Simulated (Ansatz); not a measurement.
A series in volume per atom on Bi2O

Results calculated with Ansatz 0.2.0 development build, not measured. Equation of state of a cubic crystal from periodic Kohn-Sham density functional theory without spin; pressure corrected for the finite basis.

Cell of the first row (space group Fm-3m, No. 225):
```
Bi2O
1.0
      0.0000     3.1931     3.1931
      3.1931     0.0000     3.1931
      3.1931     3.1931     0.0000
Bi O
2 1
Direct
  0.25000 0.25000 0.25000
  0.75000 0.75000 0.75000
  0.00000 0.00000 0.00000
```

Settings of every row: formula Bi2O; structure type antifluorite; functional PBE; spin treatment none; k mesh 15x15x15; occupation method fermi-dirac; occupation width 0.061225619 eV; wave cutoff 700 eV; datasets soft-1 PAW; density cutoff ratio 4.

Limits: a cubic model structure, not a phase known at ambient conditions; no spin-orbit coupling with 6p elements; the SCF threshold is loose for a stress in some rows.

```
row  volume per atom (Å³)  pressure (GPa)  energy above lowest point (meV/atom)
  1                21.703           4.727                                 18.86
  2                22.165           2.935                                  7.87
  3                22.627           1.336                                  1.76
  4                23.089               ?                                     ?
  5                 23.55          -1.361                                  2.12
  6                24.012          -2.494                                  7.71
  7                24.474          -3.505                                 16.39
```

Question: what pressure should row 4 give?

Worked fit of pressure. Take u = (V_r/V)^(2/3) − 1 with V_r = 23.088 Å³ an atom, which is twice the finite (Eulerian) strain; such expansions in the strain, on which the Birch-Murnaghan equation of state is built, carry the rest volume and the bulk modulus. The shown rows have u = 0.0421, 0.02757, 0.01354, -0.01312, -0.02582, -0.03812. Least squares give pressure = −0.0881 + 100.969 × u + 307.44 × u² + 261 × u³ GPa; a parabola predicts inner rows, each left out in turn, worse (root mean square 0.0058 against 0.0009 GPa). The rows lie off it by 0.000, 0.000, 0.000, -0.001, 0.001, 0.000. The pressure vanishes at u = 0.0009, or V = 23.06 Å³ an atom, and there the bulk modulus at fixed shape and fractions is B = −V dP/dV = (2/3)(1 + u) dP/du = 67.7 GPa. The withheld row has u = -3e-05, so the fit gives −0.0881 + 100.969 × (-3e-05) + 307.44 × (-3e-05)² + 261 × (-3e-05)³ = -0.091 GPa.

The calculation gave -0.089 GPa. The fit lies 0.002 GPa (2.2 % of the value, 0.024 % of the column's range) below it; its largest miss of a shown row is 0.001 GPa.

The other values of row 4: energy above lowest point 0 meV/atom.
